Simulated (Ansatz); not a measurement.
# V: energy change per atom and pressure against volume scale

All results are calculated (Ansatz 0.2.0). Plane-wave DFT, scalar-relativistic PAW made under PBE with cores redone for the functional, no dispersion; the given relaxed cell is scaled uniformly, energy at zero smearing counts from the unscaled cell, pressure at the given Fermi-Dirac smearing is positive in compression.

The cell before it is scaled or strained (space group Pm-3m, No. 221):
```
V
1.0
      2.4765     0.0000     0.0000
      0.0000     2.4765     0.0000
      0.0000     0.0000     2.4765
V
1
Direct
  0.00000 0.00000 0.00000
```

Settings of every row: spin polarised no; functional BLYP; wave cutoff 420 eV; smearing width 0.1 eV; k mesh 14x14x14.

Atom starting moment: 0 on all atoms.

Limits: the cell comes from a prototype or a list of computed structures and needn't be the stable phase.

| row | volume scale | V (Å³/atom) | energy change per atom (meV) | pressure (GPa) |
| --- | --- | --- | --- | --- |
| 1 | 0.88 | 13.366 | 105.01 | 20.86 |
| 2 | 0.92 | 13.973 | 44.13 | 12.72 |
| 3 | 0.96 | 14.581 | ? | ? |
| 4 | 1.04 | 15.796 | 7.82 | -3.97 |
| 5 | 1.08 | 16.404 | 31.02 | -7.71 |
| 6 | 1.12 | 17.011 | 66.99 | -10.81 |

Question: what energy change per atom and pressure should row 3 give?

Worked fit of energy change per atom. Take u = (V_r/V)^(2/3) − 1 with V_r = 15.796 Å³ an atom, which is twice the finite (Eulerian) strain; such expansions in the strain, on which the Birch-Murnaghan equation of state is built, carry the rest volume and the bulk modulus. The shown rows have u = 0.1178, 0.08519, 0, -0.02486, -0.0482. Least squares give energy change per atom = 7.898 − 628.454 × u + 12341.73 × u² meV; a straight line predicts inner rows, each left out in turn, worse (root mean square 35 against 0.28 meV). The rows lie off it by -0.12, 0.20, -0.08, -0.13, 0.13 (root mean square 0.14 meV). Its lowest point lies at u = 0.0255, or V = 15.21 Å³ an atom, and the curvature there gives the bulk modulus at fixed shape and fractions, B = (4/9)(1 + u)² E″(u)/V = 122 GPa. The withheld row has u = 0.05481, so the fit gives 7.898 − 628.454 × (0.05481) + 12341.73 × (0.05481)² = 10.53 meV.

The calculation gave 10.79 meV. The fit lies 0.26 meV (2.4 % of the value, 0.27 % of the column's range) below it; its largest miss of a shown row is 0.20 meV.

Worked fit of pressure. Take u = (V_r/V)^(2/3) − 1 with V_r = 15.796 Å³ an atom, which is twice the finite (Eulerian) strain; such expansions in the strain, on which the Birch-Murnaghan equation of state is built, carry the rest volume and the bulk modulus. The shown rows have u = 0.1178, 0.08519, 0, -0.02486, -0.0482. Least squares give pressure = −3.999 + 160.973 × u + 422.31 × u² GPa; a straight line predicts inner rows, each left out in turn, worse (root mean square 1.2 against 0.082 GPa). The rows lie off it by 0.04, -0.06, 0.03, 0.03, -0.03 (root mean square 0.04 GPa). The pressure vanishes at u = 0.0234, or V = 15.26 Å³ an atom, and there the bulk modulus at fixed shape and fractions is B = −V dP/dV = (2/3)(1 + u) dP/du = 123 GPa. The withheld row has u = 0.05481, so the fit gives −3.999 + 160.973 × (0.05481) + 422.31 × (0.05481)² = 6.09 GPa.

The calculation gave 6.06 GPa. The fit lies 0.03 GPa (0.095 % of the column's range) above it; its largest miss of a shown row is 0.06 GPa.
